# Is it really easier to squeeze this MoS₂ cell than to stretch it?

I am looking at an equation of state for MoS₂, computed with PBEsol. The volume scale multiplies the cell volume at fixed cell shape and fixed fractional coordinates. The energy is counted per atom from the lowest point of the series, and positive pressure means that the cell pushes outward.

MoS₂ in a three-atom cell, scaled at fixed shape and fixed fractional coordinates, computed with Ansatz 0.2.0 using PBEsol and PAW, without spin polarization or a dispersion correction. The plane-wave cutoff is 510 eV, the k mesh 8×8×2 and the Fermi-Dirac smearing width 0.1 eV. Energies are electronic free energies, and positive pressure means compression.

```tsv
volume scale	energy above lowest point (meV/atom)	pressure (GPa)
0.940	13.90	2.380
0.960	3.00	1.070
0.980	0.00	-0.100
1.000	4.00	-1.150
1.020	14.40	-2.090
1.040	30.40	-2.940
1.060	51.40	-3.690
```

I expected compression to cost more than stretching, because atoms repel each other steeply at short range. But going from 0.98 down to 0.96 costs 3.0 meV/atom, while going up to 1.00 costs 4.0. The pressure also falls in smaller and smaller steps. A third-order Birch-Murnaghan fit to the curve gives a bulk modulus of 54.9 GPa with a pressure slope of 4.45. Does the odd pair of energies point to a fault, and may I quote that modulus as the stiffness of MoS₂?

## Answer

Three magnitudes are worth remembering here. Changing every bond length by one percent changes the volume by about three percent and costs about eight meV per atom near the minimum. Twice that strain costs roughly four times as much. The same one percent shifts the pressure of this cell by between one and two GPa. The energies belong to the material, but the pressure belongs to the material and its box together, and that distinction decides your last question.

**What is being stretched.** The cell holds a single layer, a sheet of molybdenum between two sheets of sulphur. At scale 0.98 the sulphur planes lie 3.1 Å apart, and about 14 Å of empty space separates the layer from its next image. Because the fractional coordinates are fixed, scaling the cell makes the layer wider and thicker in the same proportion. The volume axis is therefore a bond-length axis in disguise, with the Mo-S distance growing as the cube root of the volume.

A useful simpler system is a nitrogen molecule in a large periodic box, with its atoms also held at fixed fractions of the box edges. Enlarging the box stretches the bond, and the energy follows the familiar bond curve of a diatomic molecule, although most of the box is empty. The comparison holds for the shape of the energy curve and for the role of the vacuum. It fails where direction matters, because a layer has both a width and a thickness while the molecule has only one length.

**Why the pressure falls ever more slowly.** Pressure is minus the slope of energy against volume. The table obeys this: between 0.98 and 1.00 the rise in energy corresponds to a pressure of −0.63 GPa, which agrees with the mean of the two listed pressures. The change of pressure from row to row thus measures the curvature of the energy, which is the stiffness. From 0.94 to 0.96 the pressure drops by 1.31 GPa, and from 1.04 to 1.06 by only 0.75 GPa.

Part of the reason is geometry. Volume grows as the cube of length, so equal steps in volume stretch the bonds by less and less, and their pull is spread over a growing surface. The larger part is the ordinary anharmonicity of a chemical bond. When molybdenum and sulphur approach, their electron clouds overlap more, and the Pauli principle forces up the kinetic energy of the electrons. This repulsion has a shorter range than the bonding attraction, so it supplies the upward curvature of the energy and fades first when the bond is stretched. A stretched bond still pulls back, but each further bit of stretching adds less to the pull than the bit before. The table shows the softening itself. The energy terms of the same runs agree with this account: the kinetic term falls from 660.3 eV per cell at 0.94 to 651.4 eV at 1.04, by 1.98 eV in the first step and only 1.59 eV in the last, so it curves upward. The PAW on-site energy is listed separately from that term, so this supports the account without proving it.

The softening can be put into numbers without any fit. Multiply each pressure drop by the volume scale in the middle of its interval and divide by the step in scale, and you have a local bulk modulus. It falls from 62 GPa in the first interval to 39 GPa in the last, a loss of more than a third. Divided by the accompanying change in mean pressure, this gives a slope of about 4.5, close to the 4.45 of your fit. For comparison, an energy that is an exact parabola in volume has a slope of −1 at its minimum, while ideal springs in bond length would give 1. Geometry thus accounts for two units of the difference between the parabola and this layer, and the softening of the bonds for the remaining three and a half.

**Why 1.00 costs more than 0.96.** You measured both costs from the lowest row, but the lowest row is not the minimum. The pressure at 0.98 is already slightly negative, so the cell would like to shrink a little further. The fitted minimum lies at a scale of 0.978. Seen from there, the row at 1.00 is about 0.022 away and the row at 0.96 only about 0.018.

Near a minimum the energy grows with the square of the distance, so this small offset matters. The squares of those two distances differ by more than forty percent, which favours the compressed row. Anharmonicity works the other way and makes compression dearer, but so close to the minimum it is too weak to reverse the order. Your pair of energies is therefore not a fault. It is what a normal, lopsided bowl looks like when the sampled points do not sit evenly around its bottom.

**How far a plain spring takes you.** To see the lopsidedness itself, compare the curve with a parabola that has the same minimum and the same curvature there:

$$E(V)\approx \frac{B\,(V-V_0)^2}{2V_0}$$

Here $E$ is the energy per atom above the minimum, $V$ the volume per atom, $V_0$ its value at the minimum and $B$ the bulk modulus. The formula follows from the definition of $B$ as volume times the second derivative of the energy, with that derivative held constant.

Take the most stretched row, 1.06. The volume is 47.69 Å³/atom at scale 0.94, so here it is $47.69\times1.06/0.94=53.78$ Å³/atom, which is 4.15 Å³ above $V_0=49.63$ Å³. The modulus of 54.9 GPa equals 0.342 eV/Å³, since 1 eV/Å³ is 160.2 GPa. This gives

$$E\approx\frac{0.342\times4.15^2}{2\times49.63}\ \text{eV}\approx 59\ \text{meV}$$

per atom. Shifting the zero to the row at 0.98 changes this by only a few hundredths of a meV.

The calculation gives 51.4 meV/atom, so the spring overestimates the cost by about 16 percent of the computed value. At 0.94, on the compressed side, it errs the other way and is 1.0 meV/atom too low. These are the signs you expected from steep repulsion: squeezing costs more than the spring says and stretching costs less. Part of each miss, though the smaller part, arises only because this spring is drawn in volume and not in bond length. Both $B$ and $V_0$ come from the fit to this same curve, so the good match near the minimum is no independent success. Only the pattern of the misses carries information.

**Why the modulus is not that of MoS₂.** Return to the molecule in its box. Make the box larger but keep the bond as it was, and the bond energy doesn't change, yet the same energy is now spread over more volume. The same holds for the layer. Let $s=V/V_0$, and let $E(s)$ be the energy of the layer as everything in it is scaled together. Then the pressure $p$ and the modulus are

$$p=-\frac{1}{V_0}\frac{dE}{ds},\qquad B=\frac{s}{V_0}\frac{d^2E}{ds^2}.$$

Both carry a factor $1/V_0$, and $V_0$ includes the vacuum.

Suppose you doubled the cell height by adding vacuum and left the layer unchanged. By this argument the energy column would stay the same, every pressure would be halved, and the modulus would drop from 54.9 to about 27 GPa. The pressure slope of 4.45 would survive, because it is a ratio of two quantities that are diluted equally. It describes how quickly the layer loses stiffness as it is scaled up, whatever the size of the box.

This matters because 54.9 GPa looks believable. Bulk MoS₂ has a bulk modulus of some tens of GPa, a rough recalled size, so the two could easily be taken for agreement. But modest pressure on the bulk crystal is expected mainly to close the soft van der Waals gaps between layers, whereas here only strong bonds inside one layer are strained. The similarity is an accident of the chosen cell height. For the bulk value you would need a cell with layers in contact and a method that describes the dispersion forces between them.

**What the small pressure at 0.98 hides.** This is where the molecule stops being a guide. The listed pressure is an average over three directions, and at 0.98 they disagree. With compression counted as positive, the stress in the plane is −0.47 GPa and the stress across the layer is +0.64 GPa. The average is $(2\times(-0.47)+0.64)/3\approx-0.10$ GPa, which looks almost relaxed.

Read together, the two stresses indicate a layer that is too wide and too thin at that point, although no relaxation was run to confirm it. It would like to contract sideways, and its sulphur atoms are pushed away from the molybdenum plane. Uniform scaling cannot satisfy both wishes, because it ties thickness to width. The minimum of your curve is thus the best compromise along one prescribed path, and a full relaxation would end at a lower energy. The PAW data used here were also made for PBE and not for PBEsol, which is a further reason not to read the position of the minimum too finely.

**What to quote instead.** For a single layer, stiffness is best stated as force per width, which does not depend on the vacuum. Modulus times cell height gives about 94 N/m here, but this figure mixes stretching in the plane with thickening, so it is not the in-plane stiffness of the layer. To get that, stretch only the in-plane edges and let the sulphur atoms relax at each step.

Strain also acts on the electrons. Between scales 0.94 and 1.04 the bonds lengthen by about 3.4 percent, and the gap found on the k mesh shrinks from 1.95 to 1.67 eV. The mesh leaves out the K point, where the direct gap of the single layer is expected. These values probably run from the valence states at Γ to a conduction state away from K, so neither they nor their change should be read as the true gap. They show only that levels on this mesh move by a few tenths of an eV along this path, which also thickens the layer and so differs from a strain applied in the plane.
